**Breaks from the orbital-gap rule in the excitations of H3N-B adducts**

The table holds vertical TDDFT singlets, Tamm-Dancoff triplets, oscillator strengths and HOMO-LUMO gaps of ten ammonia-borane adducts at CAM-B3LYP/def2-SVPD in the gas phase. The program tests S1 and T1 as the gap less a constant on the eight rows where HOMO to LUMO leads both states, alongside a free slope in the gap and a fixed Rydberg term below the ionisation energy, and it fits S1 less T1 linearly to the squared transition dipole. The constants are 2.84 and 3.02 eV with rms deviations near 0.1 eV, against 0.29 eV for the fixed term. The vinyl T1, led by another orbital pair, lies 1.27 eV below the rule and its S1 0.38 eV above, while the S1 residual of BF3 changes sign between the two gap models. The splitting follows the squared transition dipole with an rms deviation of 0.03 eV over nine rows, a trend carried mainly by NH2 and BF3.

Calculated values. PySCF 2.14.0 with density fitting, CAM-B3LYP/def2-SVPD in the gas phase at PBE0-D3(BJ)/def2-SVP geometries. The group *[NH3+] is bonded to B of each carrier (SMILES, * marks the bond). Vertical excitations with frozen core orbitals: TDDFT for singlets, Tamm-Dancoff for triplets; the brightest singlet is the one with the largest f among the ten sought.

## Program and output

```python
# Table: vertical TDDFT singlets and Tamm-Dancoff triplets (eV), oscillator strengths and HOMO-LUMO gaps of
# H3N-B adducts, PySCF CAM-B3LYP/def2-SVPD. Tested: excitation = gap - constant, S1-T1 linear in the squared
# transition dipole, and the alternatives (free slope in the gap; ionisation energy less a fixed term value).
T = {
    'member': ['*[BH2-]B(O)O', '*[BH2-]C(F)(F)F', '*[BH2-]CO', '*[BH2-]C=C', '*[BH2-]Cl', '*[B-](F)(F)F', '*[BH2-]N', '*[BH2-]OC', '*[BH2-]O', '*[BH2-]O[SiH3]'],
    'formula': ['B2H7NO2', 'CH5BF3N', 'CH8BNO', 'C2H8BN', 'BClH5N', 'BF3H3N', 'BH7N2', 'CH8BNO', 'BH6NO', 'BH8NOSi'],
    'around': ['B H H', 'C H H', 'C H H', 'C H H', 'Cl H H', 'F F F', 'H H N', 'H H O', 'H H O', 'H H O'],
    'pg': ['C1', 'Cs', 'C1', 'C1', 'Cs', 'C3', 'Cs', 'C1', 'C1', 'Cs'],
    'torsion': [39, 59, 34, 59, 59, 55, 58, 53, 54, 59],  # °
    's1': [6.04, 7.35, 6.2, 6.06, 6.15, 9.02, 5.67, 6.09, 6.18, 5.88],  # eV
    'f1': [0.016, 0.012, 0.011, 0.115, 0.0, 0.091, 0.075, 0.022, 0.019, 0.004],
    'main': ['HOMO to LUMO', 'HOMO to LUMO', 'HOMO to LUMO', 'HOMO to LUMO', 'HOMO to LUMO', 'HOMO-1 to LUMO', 'HOMO to LUMO', 'HOMO to LUMO', 'HOMO to LUMO', 'HOMO to LUMO'],
    't1': [5.85, 7.21, 6.0, 4.24, 6.06, 8.73, 5.32, 5.94, 6.02, 5.79],  # eV
    'st': [0.19, 0.14, 0.2, 1.82, 0.09, 0.29, 0.35, 0.15, 0.16, 0.09],  # eV
    'sb': [8.22, 10.18, 8.17, 7.09, 6.94, 9.02, 5.67, 7.42, 8.83, 7.3],  # eV
    'fb': [0.07, 0.11, 0.06, 0.15, 0.08, 0.09, 0.07, 0.07, 0.09, 0.08],
    'gap': [8.89, 10.37, 9.1, 8.53, 8.89, 12.16, 8.4, 8.9, 9.08, 8.69],  # eV
}
import numpy as np
from scipy.constants import physical_constants as pc
from scipy.optimize import brentq
from scipy.special import erf
Eh = pc['Hartree energy in eV'][0]; a0 = pc['Bohr radius'][0]*1e10
# further outputs of the same runs: name, HOMO eV, LUMO eV, vertical IP eV, dipole D, T1 weight on S1's leading pair
X = {'*[BH2-]B(O)O': ('B(OH)2', -8.373, 0.521, 9.331, 3.715, 0.734), '*[BH2-]C(F)(F)F': ('CF3', -10.211, 0.157, 11.386, 6.202, 0.943),
     '*[BH2-]CO': ('CH2OH', -8.484, 0.620, 9.470, 3.679, 0.725), '*[BH2-]C=C': ('vinyl', -8.160, 0.366, 9.093, 5.283, 0.180),
     '*[BH2-]Cl': ('Cl', -8.687, 0.202, 9.856, 6.123, 0.943), '*[B-](F)(F)F': ('BF3', -11.989, 0.171, 13.334, 6.165, 0.947),
     '*[BH2-]N': ('NH2', -7.701, 0.699, 8.744, 3.762, 0.859), '*[BH2-]OC': ('OMe', -8.453, 0.443, 9.408, 5.189, 0.931),
     '*[BH2-]O': ('OH', -8.568, 0.510, 9.741, 4.911, 0.927), '*[BH2-]O[SiH3]': ('OSiH3', -8.300, 0.385, 9.182, 5.333, 0.937)}
nm = np.array([X[m][0] for m in T['member']])
ho, lu, ip, dip, w = (np.array([X[m][k] for m in T['member']]) for k in range(1, 6))
s1, f1, t1, st, sb, fb, gap = (np.array(T[k], float) for k in ('s1', 'f1', 't1', 'st', 'sb', 'fb', 'gap'))
same = w > 0.5                                             # T1 led by the same pair as S1
m8 = same & np.array([p == 'HOMO to LUMO' for p in T['main']])
v = list(nm).index('vinyl'); b = list(nm).index('BF3')
rms = lambda r: float(np.sqrt(np.mean(r**2)))
cS, cT = np.mean((gap-s1)[m8]), np.mean((gap-t1)[m8])
rS, rT = s1-(gap-cS), t1-(gap-cT)
pS, pT = np.polyfit(gap[m8], s1[m8], 1), np.polyfit(gap[m8], t1[m8], 1)
qS, qT = s1-np.polyval(pS, gap), t1-np.polyval(pT, gap)
term = ip-s1; cI = np.mean(term[m8]); neff = np.sqrt(Eh/2/term)
print("Rounding: energy differences +-0.01 eV; f +-0.0005, |mu|^2 about +-%.3f au" % (1.5*0.0005*Eh/s1.mean()))
print("Range (eV): S1 %.2f, gap %.2f, HOMO %.2f, LUMO %.2f" % tuple(np.ptp(x) for x in (s1, gap, ho, lu)))
print("Fits use %d rows; left out (*): vinyl (T1 another pair), BF3 (S1, T1 from HOMO-1)" % m8.sum())
print("Gap less constant: S1 c = %.2f eV, rms %.3f; T1 c = %.2f eV, rms %.3f" % (cS, rms(rS[m8]), cT, rms(rT[m8])))
print("Free slope in gap: S1 %.2f, rms %.3f eV; T1 %.2f, rms %.3f eV" % (pS[0], rms(qS[m8]), pT[0], rms(qT[m8])))
m7 = m8 & (nm != 'CF3')
print("S1 slope without CF3: %.2f over a gap range of %.2f eV" % (np.polyfit(gap[m7], s1[m7], 1)[0], np.ptp(gap[m7])))
print("IP less constant: term %.2f eV, rms %.3f; without CF3 (other hole) %.2f, spread %.3f" % (cI, rms((term-cI)[m8]), term[m7].mean(), term[m7].std()))
print("IP exceeds -HOMO by %.2f to %.2f eV" % ((ip+ho).min(), (ip+ho).max()))
print("carrier  gap-S1 gap-T1 | residual eV: S1  T1 (constant)  S1  T1 (free slope) | IP-S1  n_eff")
for i in np.argsort(gap):
    print("%-7s%s %5.2f %5.2f | %+5.2f %+5.2f | %+5.2f %+5.2f | %5.2f %5.2f" % (nm[i], ' ' if m8[i] else '*',
          gap[i]-s1[i], gap[i]-t1[i], rS[i], rT[i], qS[i], qT[i], term[i], neff[i]))
print("Vinyl residual over rms of fit: S1 %.1f, T1 %.1f" % (rS[v]/rms(rS[m8]), rT[v]/rms(rT[m8])))
R = brentq(lambda r: (0.19+0.46*erf(0.33*r))/r-cT/Eh, 1, 20)
print("Point-charge distance giving the T1 constant with CAM-B3LYP exchange: about %.0f angstrom" % (R*a0))
rl = np.corrcoef(dip, lu)[0, 1]
print("LUMO against dipole: slope %.3f eV/D, r = %.2f" % (np.polyfit(dip, lu, 1)[0], rl))
mu2 = 1.5*f1*Eh/s1
k = np.polyfit(mu2[same], st[same], 1); fit = np.polyval(k, mu2); rk = np.corrcoef(mu2[same], st[same])[0, 1]
print("S1-T1 = %.3f + %.3f |mu|^2 (eV, au), %d rows, r = %.2f, rms %.3f eV" % (k[1], k[0], same.sum(), rk, rms((st-fit)[same])))
d7 = same & (nm != 'NH2') & (nm != 'BF3')
print("Same without NH2 and BF3: slope %.3f, r = %.2f" % (np.polyfit(mu2[d7], st[d7], 1)[0], np.corrcoef(mu2[d7], st[d7])[0, 1]))
print("carrier  |mu|^2 au  S1-T1  fit  residual eV | T1 weight on S1 pair | brightest less (-HOMO) eV")
for i in np.argsort(mu2):
    print("%-7s %6.3f %6.2f %5.2f %+5.2f | %.2f | %+5.2f" % (nm[i], mu2[i], st[i], fit[i], st[i]-fit[i], w[i], sb[i]+ho[i]))
ex = fit[v]-st[m8].mean()
print("Vinyl, extrapolated: same-pair triplet %.2f eV, actual T1 %.2f eV lower; gap less it %.2f eV" % (s1[v]-fit[v], st[v]-fit[v], gap[v]-s1[v]+fit[v]))
print("Vinyl S1 excess %.2f eV; extra splitting over the mean (%.2f) is %.2f; left %.2f eV" % (rS[v], st[m8].mean(), ex, rS[v]-ex))
print("Vinyl brightest singlet less T1 %.2f eV, less S1 %.2f eV; f ratio to S1 %.1f" % (sb[v]-t1[v], sb[v]-s1[v], fb[v]/f1[v]))
mid = np.sort(s1)[1:8]
print("Middle seven S1 values span %.2f to %.2f eV (%.2f eV)" % (mid[0], mid[-1], np.ptp(mid)))
assert rms(rS[m8]) < 0.15 and rms(rT[m8]) < 0.15
assert rT[v] < -1.0 and rS[v] > 0.2
assert k[0] > 0 and rk > 0.85
assert rl < -0.8 and np.ptp(ho) > 5*np.ptp(lu)
```

Printed output:

```
Rounding: energy differences +-0.01 eV; f +-0.0005, |mu|^2 about +-0.003 au
Range (eV): S1 3.35, gap 3.76, HOMO 4.29, LUMO 0.54
Fits use 8 rows; left out (*): vinyl (T1 another pair), BF3 (S1, T1 from HOMO-1)
Gap less constant: S1 c = 2.84 eV, rms 0.089; T1 c = 3.02 eV, rms 0.103
Free slope in gap: S1 0.85, rms 0.041 eV; T1 0.90, rms 0.089 eV
S1 slope without CF3: 0.78 over a gap range of 0.70 eV
IP less constant: term 3.44 eV, rms 0.287; without CF3 (other hole) 3.36, spread 0.193
IP exceeds -HOMO by 0.88 to 1.34 eV
carrier  gap-S1 gap-T1 | residual eV: S1  T1 (constant)  S1  T1 (free slope) | IP-S1  n_eff
NH2       2.73  3.08 | +0.11 -0.06 | +0.02 -0.13 |  3.07  2.10
vinyl  *  2.47  4.29 | +0.38 -1.27 | +0.30 -1.32 |  3.03  2.12
OSiH3     2.81  2.90 | +0.04 +0.12 | -0.02 +0.08 |  3.30  2.03
Cl        2.74  2.83 | +0.10 +0.19 | +0.08 +0.17 |  3.71  1.92
B(OH)2    2.85  3.04 | -0.01 -0.02 | -0.03 -0.04 |  3.29  2.03
OMe       2.81  2.96 | +0.03 +0.06 | +0.01 +0.04 |  3.32  2.02
OH        2.90  3.06 | -0.06 -0.04 | -0.05 -0.04 |  3.56  1.95
CH2OH     2.90  3.10 | -0.05 -0.08 | -0.05 -0.08 |  3.27  2.04
CF3       3.02  3.16 | -0.17 -0.14 | +0.02 -0.01 |  4.04  1.84
BF3    *  3.14  3.43 | -0.30 -0.41 | +0.16 -0.11 |  4.31  1.78
Vinyl residual over rms of fit: S1 4.2, T1 -12.3
Point-charge distance giving the T1 constant with CAM-B3LYP exchange: about 3 angstrom
LUMO against dipole: slope -0.175 eV/D, r = -0.94
S1-T1 = 0.110 + 0.446 |mu|^2 (eV, au), 9 rows, r = 0.94, rms 0.027 eV
Same without NH2 and BF3: slope 0.550, r = 0.67
carrier  |mu|^2 au  S1-T1  fit  residual eV | T1 weight on S1 pair | brightest less (-HOMO) eV
Cl       0.000   0.09  0.11 -0.02 | 0.94 | -1.75
OSiH3    0.028   0.09  0.12 -0.03 | 0.94 | -1.00
CF3      0.067   0.14  0.14 +0.00 | 0.94 | -0.03
CH2OH    0.072   0.20  0.14 +0.06 | 0.72 | -0.31
B(OH)2   0.108   0.19  0.16 +0.03 | 0.73 | -0.15
OH       0.125   0.16  0.17 -0.01 | 0.93 | +0.26
OMe      0.147   0.15  0.18 -0.03 | 0.93 | -1.03
BF3      0.412   0.29  0.29 -0.00 | 0.95 | -2.97
NH2      0.540   0.35  0.35 -0.00 | 0.86 | -2.03
vinyl    0.775   1.82  0.46 +1.36 | 0.18 | -1.07
Vinyl, extrapolated: same-pair triplet 5.60 eV, actual T1 1.36 eV lower; gap less it 2.93 eV
Vinyl S1 excess 0.38 eV; extra splitting over the mean (0.17) is 0.28; left 0.09 eV
Vinyl brightest singlet less T1 2.85 eV, less S1 1.03 eV; f ratio to S1 1.3
Middle seven S1 values span 5.88 to 6.20 eV (0.32 eV)
```
